**Question.** For an anisotropic crystal with principal axes $a,b$ and current along $x$, heat along $y$, I get the optimum $\tan^4\theta=\rho_a\kappa_b/(\rho_b\kappa_a)$ and $zT=(S_a-S_b)^2T/[\sqrt{\rho_a\kappa_a}+\sqrt{\rho_b\kappa_b}]^2$. For a tilted Bi$_2$Te$_3$/Ni or Bi/Cu stack people insert parallel and series averages of the layer properties. But a stack is not a crystal: two layers with different Seebeck coefficients in the same temperature gradient form a shorted thermocouple. Where does the derivation assume homogeneity, what is the correction, and does it matter?

---

**Answer.** The formula keeps its form, but two of the six inputs change. Internal currents raise $\kappa_a$ and internal Peltier gradients raise $\rho_b$, each by a factor $1+Z T$ with a $Z$ derived below. In a model with typical Bi$_2$Te$_3$/Ni inputs this lowers $zT$ by 1.5% at equal layer thickness and by 4 to 7% for 9:1 stacks.

### Conventions and the crystal result

The linear transport equations are

$$\mathbf E=\rho\,\mathbf j+S\,\nabla T,\qquad \mathbf q=T S\,\mathbf j-\kappa\,\nabla T .$$

$\mathbf E$ is minus the gradient of the electrochemical potential per unit charge, which is what a voltmeter integrates. There is no magnetic field and the three tensors are symmetric and share their principal axes, so the Peltier tensor is $TS$ by the Kelvin–Onsager relation. As the equations show, $\rho$ is the resistivity at $\nabla T=0$ and $\kappa$ the conductivity at $\mathbf j=0$.

Let $\hat a=(\cos\theta,\sin\theta)$ and $\hat b=(-\sin\theta,\cos\theta)$ in the $xy$ frame. Then

$$S_{xy}=(S_a-S_b)\sin\theta\cos\theta,\quad \rho_{xx}=\rho_a\cos^2\theta+\rho_b\sin^2\theta,\quad \kappa_{yy}=\kappa_a\sin^2\theta+\kappa_b\cos^2\theta .$$

Take a slab of thickness $d$ along $y$ and length $L\gg d$ along $x$, with isothermal, electrically insulating faces. Imposing $j_y=0$ and $\partial_xT=0$ leaves

$$E_x=\rho_{xx}j_x+S_{xy}\partial_yT,\qquad q_y=TS_{xy}j_x-\kappa_{yy}\partial_yT .$$

This pair has the form of an ordinary thermoelectric leg, so the figure of merit for a small temperature difference is $z=S_{xy}^2/(\rho_{xx}\kappa_{yy})$. Dividing numerator and denominator by $\sin^2\theta\cos^2\theta$,

$$z(\theta)=\frac{(S_a-S_b)^2}{\rho_a\kappa_a+\rho_b\kappa_b+\rho_a\kappa_b\cot^2\theta+\rho_b\kappa_a\tan^2\theta}.$$

The last two terms have a fixed product, so their sum is least when they are equal. That gives $\tan^4\theta=\rho_a\kappa_b/(\rho_b\kappa_a)$ and turns the denominator into $(\sqrt{\rho_a\kappa_a}+\sqrt{\rho_b\kappa_b})^2$.

### Where homogeneity enters

It enters in the meaning of $\rho$ and $\kappa$. In a crystal, zero current and zero gradient can hold at every point. In a stack only their averages over a period can be set to zero. The usual recipe takes $a$ in the layer plane and $b$ along the normal, with volume fractions $f_1+f_2=1$, $\sigma_i=1/\rho_i$ and $\langle X\rangle=f_1X_1+f_2X_2$:

$$\frac1{\rho_a}=\langle\sigma\rangle,\quad S_a=\frac{\langle\sigma S\rangle}{\langle\sigma\rangle},\quad \kappa_a^{0}=\langle\kappa\rangle,\qquad \rho_b^{0}=\langle\rho\rangle,\quad \frac1{\kappa_b}=\langle 1/\kappa\rangle,\quad S_b=\frac{\langle S/\kappa\rangle}{\langle 1/\kappa\rangle}.$$

Writing $\kappa_a=\langle\kappa\rangle$ assumes $\mathbf j=0$ in each layer separately, and writing $\rho_b=\langle\rho\rangle$ assumes $\nabla T=0$ in each layer separately. Neither can hold when $S_1\ne S_2$. The recipe even contradicts itself: the $\sigma$-weighted $S_a$ arises only because currents flow in the layers at zero net current.

### Dropping the assumption

I keep isotropic layers, perfect interfaces, steady state, and a period $\Lambda\ll d$. In linear response Joule and Thomson heat are second order, so $\nabla\cdot\mathbf q=0$, and the fields are uniform within each layer. At an interface the tangential parts of $\mathbf E$ and $\nabla T$ are continuous, and so are the normal parts of $\mathbf j$ and $\mathbf q$. With isotropic layers the $a$ and $b$ components decouple, and an oblique drive is a superposition of the two cases.

**Along the layers.** $E$ and $g=\partial_aT$ are common, and $j_i=\sigma_i(E-S_ig)$. Averaging gives $\rho_a$ and $S_a$ exactly as in the recipe. At zero net current $E=S_ag$, so $j_i=-\sigma_i(S_i-S_a)g$: equal and opposite total currents in the two kinds of layer. The mean heat flux is

$$\langle q\rangle=\langle TSj\rangle-\langle\kappa\rangle g=-\big[\langle\kappa\rangle+T\langle\sigma S(S-S_a)\rangle\big]g .$$

Since $\langle\sigma(S-S_a)\rangle=0$, the extra term equals $T\langle\sigma(S-S_a)^2\rangle$, a weighted variance that cannot be negative. For two layers with $\Delta S=S_1-S_2$ it is $T\Delta S^2 f_1\sigma_1f_2\sigma_2/\langle\sigma\rangle=T\Delta S^2/(\rho_1/f_1+\rho_2/f_2)$. Hence

$$\kappa_a=\kappa_a^0(1+Z_aT),\qquad Z_a=\frac{\Delta S^2}{(\rho_1/f_1+\rho_2/f_2)(f_1\kappa_1+f_2\kappa_2)} .$$

**Across the layers.** $j$ and $q$ are common, and $g_i=(TS_ij-q)/\kappa_i$. Averaging gives $\kappa_b$ and $S_b$ exactly as in the recipe. At zero mean gradient $q=TS_bj$, so $g_i=Tj(S_i-S_b)/\kappa_i$: alternate interfaces are Peltier-heated and cooled, and the temperature is a sawtooth. Its Seebeck voltage adds to the ohmic one,

$$\langle E\rangle=\big[\langle\rho\rangle+T\langle S(S-S_b)/\kappa\rangle\big]j=\big[\langle\rho\rangle+T\langle (S-S_b)^2/\kappa\rangle\big]j ,$$

where $\langle(S-S_b)/\kappa\rangle=0$ was used. The same two-layer reduction, with weights $f_i/\kappa_i$, gives

$$\rho_b=\rho_b^0(1+Z_bT),\qquad Z_b=\frac{\Delta S^2}{(\kappa_1/f_1+\kappa_2/f_2)(f_1\rho_1+f_2\rho_2)} .$$

Put compactly, the quantity that averages in parallel is the short-circuit conductivity $\kappa+T\sigma S^2$, and the quantity that averages in series is the adiabatic resistivity $\rho+TS^2/\kappa$.

With the thickness ratio $t=f_2/f_1$ the denominators expand to

$$Z_a=\frac{\Delta S^2}{\rho_1\kappa_1+\rho_2\kappa_2+\rho_1\kappa_2t+\rho_2\kappa_1/t},\qquad Z_b(t)=Z_a(1/t).$$

By the same fixed-product argument both are bounded by the figure of merit of an optimised couple of the two materials, $Z_{12}=\Delta S^2/(\sqrt{\rho_1\kappa_1}+\sqrt{\rho_2\kappa_2})^2$. With $t_*=\sqrt{\rho_1\kappa_2/(\rho_2\kappa_1)}$, $Z_b$ reaches the bound at $t=t_*$ and $Z_a$ at $t=1/t_*$.

### The corrected result and its first order

The averaged fields obey the crystal equations with the corrected tensors, so the optimisation over $\theta$ goes through unchanged. With $A=\rho_a\kappa_a^0$ and $B=\rho_b^0\kappa_b$,

$$zT=\frac{(S_a-S_b)^2T}{\big[\sqrt{A(1+Z_aT)}+\sqrt{B(1+Z_bT)}\big]^2},\qquad \tan^4\theta=\frac{\tan^4\theta_0}{(1+Z_aT)(1+Z_bT)},$$

where $\theta_0$ and $z_0$ denote the recipe's values. Expanding the square roots,

$$\frac{\delta z}{z_0}\simeq-\big(w_aZ_aT+w_bZ_bT\big),\qquad w_a=\frac{\sqrt A}{\sqrt A+\sqrt B},\quad w_b=1-w_a,$$

$$\delta\theta\simeq-\tfrac18\sin2\theta_0\,(Z_a+Z_b)T .$$

The correction always lowers $z$ and always tilts the optimum toward the current direction. The shift of angle feeds back on $z$ only at second order, because $z$ is stationary there. At equal thickness $Z_a=Z_b\equiv Z$ and the result is closed: $z=z_0/(1+ZT)$. In every case $z\ge z_0/(1+Z_{12}T)$.

At a fixed angle that is not optimal, varying $\rho_{xx}\kappa_{yy}$ gives

$$\frac{\delta z}{z_0}\simeq-Z_aT\,\frac{\kappa_a^0\sin^2\theta}{\kappa_{yy}}-Z_bT\,\frac{\rho_b^0\sin^2\theta}{\rho_{xx}},$$

with $\kappa_{yy}$ and $\rho_{xx}$ taken from the recipe. The two weights reduce to $w_a$ and $w_b$ at $\theta_0$. Both grow toward 1 at larger tilt, so there the loss approaches $(Z_a+Z_b)T$.

### Why it is small in a good stack

Let layer 1 be the thermoelectric and layer 2 the metal. Then $\rho_1\kappa_2$ is by far the largest of the four products, and for $t$ of order one

$$Z_aT\approx\frac{\Delta S^2T}{\rho_1\kappa_1}\,\frac{\kappa_1}{\kappa_2}\,\frac1t,\qquad Z_bT\approx\frac{\Delta S^2T}{\rho_1\kappa_1}\,\frac{\kappa_1}{\kappa_2}\,t .$$

The small parameter is a $zT$ of order one times $\kappa_1/\kappa_2$. Along the layers the loop current is limited by the resistive layer, and its Peltier heat competes with conduction in the metal. Across the layers $|g_2|/|g_1|=f_1/f_2$ at zero mean gradient, and the good conduction of the metal keeps the gradient that balances the Peltier heat small. The contrast $\kappa_2\gg\kappa_1$ that brings $S_b$ close to $S_1$ thus also suppresses the correction.

### Size for Bi$_2$Te$_3$/Ni at 300 K

Inputs for p-type Bi$_2$Te$_3$, treated as an isotropic polycrystal: typical $S_1=+200\ \mu$V/K and $\rho_1=1.0$ m$\Omega$ cm. For $\kappa_1$ I add an approximate electronic part of 0.5 W/(m K) to the compiled lattice value of 1.6 W/(m K) (Toher 2017), giving 2.1 W/(m K) and a bulk $zT$ of 0.57. For Ni, typical values are $S_2=-20\ \mu$V/K, $\rho_2=7\ \mu\Omega$ cm and $\kappa_2=90$ W/(m K).

Then $\Delta S=220\ \mu$V/K. In units of $10^{-6}$ V$^2$/K, $\Delta S^2T=14.52$, $\rho_1\kappa_1=21$, $\rho_2\kappa_2=6.3$, $\rho_1\kappa_2=900$ and $\rho_2\kappa_1=0.147$. The couple bound is $Z_{12}T=0.289$. It is reached by $Z_b$ only at $t_*=78$, a Ni fraction of 0.987, and it caps the loss at 22%.

At equal thickness the recipe gives $S_a=-18.5$ and $S_b=195.0\ \mu$V/K, $\rho_a=13.9$ and $\rho_b^0=503.5\ \mu\Omega$ cm, $\kappa_a^0=46$ and $\kappa_b=4.10$ W/(m K), so $w_a=0.358$ and $w_b=0.642$. The internal coupling is $ZT=0.0157$, and the one-term estimate above gives 0.0161. It adds 0.72 W/(m K) to $\kappa_a$ and $7.9\ \mu\Omega$ cm to $\rho_b$.

| Ni fraction | $Z_aT$ | $Z_bT$ | $\theta_0$ | $\theta$ | $z_0T$ | $zT$ | $\delta z/z_0$ full | first order |
|---|---|---|---|---|---|---|---|---|
| 0.1 | 0.113 | 0.0018 | 19.5° | 19.0° | 0.243 | 0.233 | $-4.0$% | $-4.3$% |
| 0.5 | 0.0157 | 0.0157 | 12.6° | 12.5° | 0.273 | 0.269 | $-1.5$% | $-1.6$% |
| 0.9 | 0.0018 | 0.113 | 19.5° | 19.0° | 0.214 | 0.199 | $-6.6$% | $-7.2$% |

The third figure in $zT$ is printed only to display the shift and says nothing about the accuracy of the inputs. The outer rows share their angles and their $w_a=0.369$ because $\tan^4\theta_0$ and $A/B$ are unchanged under $t\to1/t$. The Ni-rich stack loses more because there the larger $Z$ carries the larger weight $w_b$. At equal thickness and a fixed tilt of 30° the model's $zT$ goes from 0.129 to 0.125, a change of $-2.6$%.

For Bi/Cu take typical values $S=-70$ and $+2\ \mu$V/K, $\rho=120$ and $1.7\ \mu\Omega$ cm, $\kappa=8$ and $400$ W/(m K). Equal thickness gives $ZT=0.0031$ and a change of $-0.31$%, negligible for any purpose.

### Neglected terms of the same size or larger

- **Electrical contact resistance.** A specific resistance $r_c$ at each of the two interfaces per period adds $2r_c/\Lambda$ to $\rho_b$, so $\delta z/z_0\simeq-w_b\,2r_c/(\Lambda\rho_b^0)$. For an illustrative $r_c=2\ \mu\Omega$ cm$^2$ and $\Lambda=1$ mm at equal thickness, $\rho_b$ rises by 7.9% and $z$ falls by 5.1%. This term equals the first-order internal-coupling term at $\Lambda=3.3$ mm and exceeds it in any finer stack. The internal-coupling term does not depend on $\Lambda$.
- **Thermal boundary resistance.** An illustrative $10^{-7}$ m$^2$K/W per interface changes $\kappa_b$ by only 0.08% at that period.
- **Ends.** Layers that terminate on an end face instead of joining the hot and cold faces fill two triangles, a fraction $d\cot\theta/L$ of the slab. At the optimum $\cot\theta=4.5$, so for $L=20d$ that fraction is 23%, and the bulk conditions are disturbed there. The loss in $z$ is some part of this and needs a two-dimensional solution. Boundary layers where the loop currents close at the faces add terms of order $\Lambda/d$.
- **Inputs.** Raising $\kappa_1$ by 10% lowers $z_0$ by 6%. Grain texture in Bi$_2$Te$_3$, whose single-crystal $\rho$ and $\kappa$ are anisotropic by factors of typically two or more, can move the inputs further than that.

One practical consequence concerns measurement. A steady DC measurement across the layers of an untilted stack, with its two ends at the same temperature, returns $\rho_b$ with the factor $1+Z_bT$ included. An AC measurement too fast for the sawtooth to build up returns $\rho_b^0$. Likewise an open-circuit measurement along the layers returns the full $\kappa_a$. The correction must be applied to averages computed from layer data, and must not be applied again to steady-state tensors of the stack itself.

The optimum $zT\approx0.27$ is the model's number. As typical knowledge, fabricated bismuth-telluride/Ni tilted stacks reach roughly 0.1 to 0.2, so the ideal model at its optimum angle is high by a factor of around two. Internal loop currents and Peltier gradients account for under 2% at equal thickness. Within the model the larger levers are a tilt above the optimum, interface resistance and finite length.